Consider a crystal filling z > 0, a plane boundary at z = 0, and steady heat flow normal to it. Far inside, Fourier's law holds. I want the boundary condition that a Fourier solver must impose at z = 0 so that its interior solution is the right one, whether the plane is a thermalising wall or the edge of a region where we solve the Boltzmann equation. For gray phonons the answer is exact.

Premises

The phonons are gray and isotropic, with one group velocity v, one mean free path Λ and one volumetric heat capacity C. Scattering is treated in the relaxation-time approximation with energy conservation. The state is steady and depends on z only, there is no heat generation, and temperature differences are small against the absolute temperature, so the problem is linear. I write the deviation of the phonon energy density per solid angle as Cθ/(4π), so θ is in kelvin. With τ = z/Λ and μ the cosine of the angle to +z, the equation of phonon radiative transfer, as Majumdar named it in 1993, reads

μ ∂θ/∂τ = T − θ, T(τ) = (1/2)∫θ dμ over −1..1. (1)

The heat flux is Q = (Cv/2)∫μθ dμ. Averaging (1) over μ shows that Q is constant. Substitution shows that θ = a + b(τ − μ) solves (1), with T = a + bτ and Q = −Cvb/3 = −k0 dT/dz, where k0 = CvΛ/3. This is the Fourier solution. Multiplying (1) by μ and averaging gives, for K = (1/2)∫μ²θ dμ and for any solution, 3 dK/dτ = −3Q/(Cv), so 3K is exactly linear in τ.

Question: What does T mean near a wall, where the phonons are far from equilibrium?

It is the local energy density divided by C, the value towards which collisions relax θ. It needs no local equilibrium.

The Milne problem

Take a black wall at temperature zero, so θ(0, μ) = 0 for μ > 0, and ask for the solution that grows linearly, with slope b, at large τ. Let φ(μ) = θ(0, −μ), 0 < μ ≤ 1, be the distribution arriving at the wall. Integrating (1) along a ray gives φ(μ) = ∫T(t) exp(−t/μ) dt/μ over 0..∞. With the Laplace transform T̃(s) = ∫T exp(−sτ) dτ, analytic for Re s > 0, this says φ(μ) = sT̃(s) at s = 1/μ.

Transform (1) for 0 < Re s < 1, where 1 + μs cannot vanish: θ̃ = [T̃ + μθ(0, μ)]/(1 + μs). Averaging over μ,

D(s) T̃(s) = −G(s), (2)
D(s) = 1 − artanh(s)/s, G(s) = (1/2)∫μφ(μ) dμ/(1 − μs) over 0..1.

This is one equation for two unknown functions, but T̃ is analytic to the right of 0 and G to the left of 1, and that is the situation of Wiener and Hopf (1931).

First the zeros of D. It is analytic in the plane cut along real s ≥ 1 and s ≤ −1, and D = −s²∫μ² dμ/(1 − μ²s²) over 0..1. The imaginary part of that integral has the sign of Im s², and for real s² < 1 the integrand is positive. So D has only the double zero at the origin, D = −s²/3 − s⁴/5 − ..., and D → 1 at infinity. Define

P(s) = D(s)(s² − 1)/s².

P is even, has no zeros in the cut plane, P(0) = 1/3 and P → 1 at infinity. The cut plane is simply connected, so ln P is single valued, and it falls as 1/|s|. Cauchy's formula on a strip around s splits ln P(s) into an integral along a line to the left of s and one to the right. Call the first ln P₊(s); evenness makes the second ln P₊(−s). Thus

P(s) = P₊(s)P₊(−s), ln P₊(s) = −(1/2πi)∫ln P(u) du/(u − s),

with the line run upwards to the left of s. P₊ is analytic and nonzero for Re s > −1. Two placements of the line are useful. On the imaginary axis u = ik, for Re s > 0, pairing k with −k gives

ln P₊(s) = (s/π)∫ln P(ik) dk/(s² + k²) over 0..∞, P(ik) = (1 + k²)(k − arctan k)/k³. (3)

Alternatively fold the line around the left cut, the large arcs giving nothing. At u = −1/ν ± i0, 0 < ν < 1, the logarithm in artanh picks up ±iπ and D = λ(ν) ± iπν/2, with λ = 1 − ν artanh ν. Let χ(ν) be the argument of λ + iπν/2, which runs from 0 at ν = 0 to π at ν = 1. The factor (u² − 1)/u² is positive on the cut and ln P vanishes at infinity, so Im ln P = ±χ. The folded contour comes in below the cut and leaves above it, which gives

ln P₊(s) = −(1/π)∫χ(ν) dν/[ν(1 + sν)] over 0..1. (4)

From (4), P₊ → 1 at large |s|. From evenness, P₊(0)² = 1/3.

Insert D = s²P₊(s)P₊(−s)/[(s − 1)(s + 1)] in (2) and separate:

s²T̃(s)P₊(s)/(1 + s) = (1 − s)G(s)/P₊(−s). (5)

The left side is analytic for Re s > 0, the right for Re s < 1, and they agree in the overlap, so together they define an entire function. It is bounded: on the right half-plane sT̃ tends to T(0), since dT/dτ has only an integrable logarithmic singularity at the wall, and on the left G falls as 1/|s|. By Liouville's theorem it is a constant A, and

T̃(s) = A(1 + s)/[s²P₊(s)]. (6)

The slope b is the coefficient of 1/s², so b = A/P₊(0) and A = b/√3. At large s, (6) gives T(0) = A. Write the solution in Hopf's form T = b[τ + q(τ)]. Then

q(0) = 1/√3 = 0.5774.

The coefficient of 1/s in (6) is b times a number I call q∞, and q∞ = 1 − d ln P₊/ds at s = 0. From (4),

q∞ = 1 − (1/π)∫χ(ν) dν over 0..1. (7)

From (3), subtract (1/2)ln P(0) using (s/π)∫dk/(s² + k²) = 1/2, divide by s and let s → 0. The derivative is (1/π)∫ln[3P(ik)] dk/k², and since ∫ln(1 + k²) dk/k² = π,

q∞ = (1/π)∫ln{k³/[3(k − arctan k)]} dk/k² over 0..∞. (8)

Quadrature of (7) or (8) gives q∞ = 0.710446.

Question: You have called it q∞, but so far it is a Laurent coefficient. Does q(τ) approach it, and how fast?

Invert (6). To the left, use P₊(s) = P(s)/P₊(−s), which turns (6) into T̃ = AP₊(−s)/[(s − 1)D(s)]. Left of the inversion line its only singularities are the double pole at 0 and the cut s ≤ −1. The pole gives b(τ + q∞). For the cut, define H(μ) = (1 + μ)/P₊(1/μ), which is Chandrasekhar's H-function for conservative isotropic scattering; by (6), φ(μ) = bH(μ)/√3. At s = −1/ν the prefactor is −Aν/H(ν), the value of 1/D below the cut minus that above is iπν/(λ² + π²ν²/4), and |ds| = dν/ν². Dividing by 2πi,

q(τ) = q∞ − (1/(2√3))∫exp(−τ/ν) dν/{H(ν)[λ² + π²ν²/4]} over 0..1. (9)

The integrand is positive, so q rises monotonically from 0.5774 to 0.7104. Since exp(−τ/ν) ≤ exp(−τ),

0 < q∞ − q(τ) ≤ 0.1331 exp(−τ), (10)

where 0.1331 is q∞ − q(0). At three mean free paths the bound is 0.0066. Outside that layer T is the straight line T_F = b(τ + q∞), which extrapolates to the wall temperature at z = −0.7104Λ. For a black wall at T_w the Fourier solver therefore needs T_F(0) − T_w = 0.7104 Λ dT_F/dz.

Question: Then which is the temperature jump, 0.5774 or 0.7104?

They answer different questions. The energy density right at the wall sits 0.5774 Λ dT_F/dz above T_w. The extrapolated Fourier line sits 0.7104 Λ dT_F/dz above it. A Fourier solver represents the line, so it takes the second.

The thick slab

Put black walls T1 at τ = 0 and T2 at τ_L = L/Λ = 1/Kn. Let ε(τ, μ) be the Milne solution for b = 1 minus its asymptote τ + q∞ − μ. It solves (1) and decays, so its constant flux is zero. Form

θ = a + b(τ − μ) + bε(τ, μ) − bε(τ_L − τ, −μ), a = T1 + bq∞ = T2 − b(τ_L + q∞),

so that b = (T2 − T1)/(τ_L + 2q∞). This solves (1) exactly, because (1) is unchanged under τ → τ_L − τ, μ → −μ. At the left wall the first three terms give T1 for μ > 0, and the remainder is −bε(τ_L, −μ). For a direction pointing back to its own wall, ε is a ray average of q − q∞ over depths beyond τ_L, so by (10) the remainder is at most |b|δ with δ = 0.1331 exp(−τ_L). The right wall is the same by symmetry.

The exact solution differs from this one by a solution of (1) with inflow bounded by |b|δ. Along each ray θ is a weighted average of the inflow and of T, with nonzero weight on the inflow, so the maximum of |T|, and then of |θ|, cannot exceed |b|δ. For this difference |3K| ≤ |b|δ, and 3K is linear, so its slope is at most 2|b|δ/τ_L. That slope is the correction to b in the flux. With k_eff = QL/(T1 − T2),

k_eff/k0 = [1 + η]/(1 + 1.4209 Kn), |η| ≤ 0.2662 Kn exp(−1/Kn). (11)

At L = 3Λ the bound is 0.44 per cent.

Question: How does this relate to the familiar 1/(1 + 4Kn/3)?

That form follows from matching the half-range flux, as I show in a moment, and it has the correct ballistic limit: with no collisions Q = Cv(T1 − T2)/4, so k_eff/k0 = 3/(4Kn). Formula (11) pushed to large Kn gives 0.7038/Kn, which is 6.2 per cent low. In thick slabs the roles are reversed: the jump coefficient 2/3 is 6.2 per cent below q∞, whereas (11) is exact up to η.

Coupling to a Boltzmann region

Now let z < 0 be solved with the Boltzmann equation, which delivers across z = 0 some distribution θ(0, μ) = f(μ), μ > 0, not isotropic in general. Equation (2) gains the term (1/2)∫μf dμ/(1 + μs) on its right side, singular only on the same left cut, so the solution again tends exponentially to some a + b(τ − μ). We need the one relation between a, b and f, and we can get it without solving again. For any two solutions of (1) consider

J = ∫μ θ1(τ, μ) θ2(τ, −μ) dμ over −1..1.

Using (1) for each factor, dJ/dτ = ∫{[T1 − θ1(μ)]θ2(−μ) − θ1(μ)[T2 − θ2(−μ)]} dμ = 2T1T2 − 2T1T2 = 0, where T1 and T2 here denote the two angular means. Take θ1 as our solution and θ2 as the Milne solution of unit slope. At τ = 0, θ2(0, −μ) is H(μ)/√3 for μ > 0 and zero otherwise, so J = ∫μfH dμ/√3 over 0..1. At large τ, J = ∫μ[a + b(τ − μ)][τ + q∞ + μ] dμ = (2/3)(a − bq∞). Hence

T_F(0) − q∞ Λ dT_F/dz = ∫W(μ)f(μ) dμ over 0..1, W = (√3/2)μH(μ). (12)

This Robin condition is what the Fourier solver should use. By (4), ln H(μ) = ln(1 + μ) + (μ/π)∫χ dν/[ν(μ + ν)], so H rises from 1 at grazing incidence to 2.908 at normal incidence.

The low moments of W follow from (5), which gives G(s) = AP₊(−s)/(1 − s). Write G = (m1 + m2 s + m3 s² + ...)/2 with m_n = ∫μⁿφ dμ. At s = 0, m1 = 2b/3, which means ∫W dμ = 1, so (12) reduces to the black-wall condition for constant f. The linear term gives ∫μW dμ = m2/m1 = q∞, so (12) is satisfied identically when f is the Fourier distribution a − bμ. Finally G(s)G(−s) = −A²D/s² = A²(1/3 + s²/5 + ...), whose s² term gives 2m3/m1 − q∞² = 3/5, that is

∫μ²W dμ = 3/10 + q∞²/2 = 0.5524.

Equivalently, (12) says that the W-weighted mean of the mismatch g = f − (a − bμ) vanishes. Replacing W by the flux weight 2μ gives Marshak's condition, T_F(0) − (2/3)Λ dT_F/dz = ∫2μf dμ, and two such walls give 1/(1 + 4Kn/3). The exact weight favours normal incidence more strongly, W(1) = 2.518 against 2, because those phonons first scatter deeper and are less likely to come straight back.

Question: The Boltzmann region needs an inflow too. What do you return to it?

The Fourier solver can return a + bμ in the direction −μ. That omits the part of the mismatch g that is scattered back, a bounded solution whose magnitude, by the averaging argument above, does not exceed max|g|. So the solver can monitor max|g| as its own test. If it is not small against the temperature differences of interest, the interface must move deeper. Mismatch created by a wall or heater at distance d decays as exp(−d/Λ), so about three mean free paths of Boltzmann buffer is a sensible start. Condition (12) itself is exact for whatever f is handed over.

Range of validity

Everything above is exact for equation (1). Condition (12) and formula (11) need a Fourier region several Λ thick and describe T only outside a layer of about 3Λ, where (9) supplies the black-wall correction. The interface must be plane on the scale of Λ, lateral variation slow on that scale, time variation slow against Λ/v, and heat sources absent from the layer. A real wall that transmits only part of the phonons is not black, and its own interface resistance enters. The relaxation-time form excludes hydrodynamic flow dominated by normal processes. Above all, the number 0.7104 belongs to a single mean free path; with a spectrum of paths the jump length depends on that spectrum.

A numerical illustration

Take a silicon layer under a device region. As typical gray inputs near room temperature use k0 = 145 W/(m K) and Λ = 260 nm. The Fourier region is L = 2.0 µm thick, so Kn = 0.13 and τ_L = 7.69. It ends on a black contact that defines zero temperature. Assume the Boltzmann region hands over a forward-peaked f(μ) = 6.0 K + 4.0 K μ².

The right side of (12) is 6.0 + 4.0 × 0.5524 = 8.21 K. The jump length is q∞Λ = 0.185 µm. The back condition is T_F(L) + q∞Λ dT_F/dz = 0. Subtracting the two, the gradient is −8.21 K over L + 2q∞Λ = 2.369 µm, which is −3.46 K/µm, and the model's flux is 502 W/mm². The Fourier line starts at T_F(0) = 7.57 K and ends at T_F(L) = 0.64 K. The interaction of the two boundary layers is negligible; for black walls the bound in (11) is 1.6 × 10⁻⁵ at this thickness.

Marshak's condition has driving temperature 8.00 K and length 2.347 µm, so 494 W/mm², 1.6 per cent below the exact gray result. Fixing the ends at 8.21 K and zero with no jumps gives 595 W/mm², 18.5 per cent above it. The layer's k_eff/k0 is 0.844.

Question: Would you trust 502 W/mm² for real silicon?

It is the model's number, and two neglected effects are as large as the jumps. Each jump is a resistance q∞Λ/k0 = 1.27 m²K/GW, against L/k0 = 13.8 m²K/GW for the layer. A metal contact on silicon has a typical interface resistance of about 5 m²K/GW, referred to extrapolated temperatures; using it in place of the back jump lowers the flux to 409 W/mm², by 19 per cent. Second, silicon is not gray. Take as an approximate input that 40 per cent of k0 is carried by paths longer than 1 µm, and treat these modes roughly as an independent gray channel with Λ = 1 µm. Formula (11) leaves them 0.585 of their share, a loss of 0.17 k0 from these modes alone, against 0.16 k0 for the whole gray model, and longer paths and the remaining modes add to the loss. Both effects lower the flux, so the gray black-contact value is on the high side. The 1.6 per cent between (12) and Marshak's condition is smaller than either, while the 18.5 per cent from omitting the jumps is of their size.